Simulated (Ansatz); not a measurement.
# BaZrO3: energy above relaxed cell and pressure against volume per atom

Results calculated with Ansatz 0.2.0, not measured. Plane-wave density functional theory, PAW datasets, Gaussian smearing 0.05 eV: one cell in which all forces lie under 0.002 eV/angstrom; stress (xx yy zz yz xz xy) and pressure positive in compression; site moments are of spin alone; formation energy from the elements run alike, uncorrected.

Cell of the first row (space group Pm-3m, No. 221):
```
cell vectors (Å)
   4.1700     0.0000     0.0000
   0.0000     4.1700     0.0000
   0.0000     0.0000     4.1700
atoms (fractions of the cell vectors)
Ba  0.00000  0.00000  0.00000
Zr  0.50000  0.50000  0.50000
O   0.00000  0.50000  0.50000
O   0.50000  0.50000  0.00000
O   0.50000  0.00000  0.50000
```

Settings of every row: paw set soft_2; functional PBE; spin treatment spin-orbit; moment partition gaussian weights; spin axis none; wave cutoff 420 eV; k mesh 6x6x6; SCF start atoms; lower state search light; symmetry use detected.

Atom first moment, atom hubbard u: 0 on all atoms.

Limits: only this magnetic order was tried.

```csv
row,volume per atom (Å³),energy above relaxed cell (meV per atom),pressure (GPa),formation energy (eV per atom)
1,14.503,12.11,6.69,-3.271
2,14.805,2.9,3.16,-3.2802
3,15.06,0.09,0.47,-3.283
4,15.107,0,0.00,-3.2831
5,15.12,0.01,-0.13,-3.2831
6,15.409,2.69,-2.83,-3.2804
7,15.711,?,?,?
8,16.165,30.57,-8.71,-3.2526
```

Question: what energy above relaxed cell and pressure should row 7 give?

Worked fit of energy above relaxed cell. Take u = (V_r/V)^(2/3) − 1 with V_r = 15.107 Å³ an atom, which is twice the finite (Eulerian) strain; such expansions in the strain, on which the Birch-Murnaghan equation of state is built, carry the rest volume and the bulk modulus. The shown rows have u = 0.02758, 0.01355, 0.00208, 0, -0.00057, -0.01311, -0.04412. Least squares give energy above relaxed cell = 0.003 + 3.14 × u + 15776.5 × u² meV per atom; a straight line predicts inner rows, each left out in turn, worse (root mean square 6.9 against 0.028 meV per atom). The rows lie off it by 0.02, -0.04, 0.01, 0.00, 0.00, 0.02, 0.00. Its lowest point lies at u = -0.0001, or V = 15.11 Å³ an atom, and the curvature there gives the bulk modulus at fixed shape and fractions, B = (4/9)(1 + u)² E″(u)/V = 149 GPa. The withheld row has u = -0.0258, so the fit gives 0.003 + 3.14 × (-0.0258) + 15776.5 × (-0.0258)² = 10.42 meV per atom.

The calculation gave 10.55 meV per atom. The fit lies 0.13 meV per atom (1.2 % of the value, 0.43 % of the column's range) below it; its largest miss of a shown row is 0.04 meV per atom.

Worked fit of pressure. Take u = (V_r/V)^(2/3) − 1 with V_r = 15.107 Å³ an atom, which is twice the finite (Eulerian) strain; such expansions in the strain, on which the Birch-Murnaghan equation of state is built, carry the rest volume and the bulk modulus. The shown rows have u = 0.02758, 0.01355, 0.00208, 0, -0.00057, -0.01311, -0.04412. Least squares give pressure = 0 + 224.25 × u + 642.8 × u² + 785 × u³ GPa; a parabola predicts inner rows, each left out in turn, worse (root mean square 0.0083 against 0.0031 GPa). All shown rows lie on it to the printed digit. The pressure vanishes at u = 0.0000, or V = 15.11 Å³ an atom, and there the bulk modulus at fixed shape and fractions is B = −V dP/dV = (2/3)(1 + u) dP/du = 150 GPa. The withheld row has u = -0.0258, so the fit gives 0 + 224.25 × (-0.0258) + 642.8 × (-0.0258)² + 785 × (-0.0258)³ = -5.37 GPa.

The calculation gave -5.38 GPa. The fit lies 0.01 GPa (0.065 % of the column's range) above it, one unit of the last digit.

The other values of row 7: formation energy -3.2726 eV per atom.
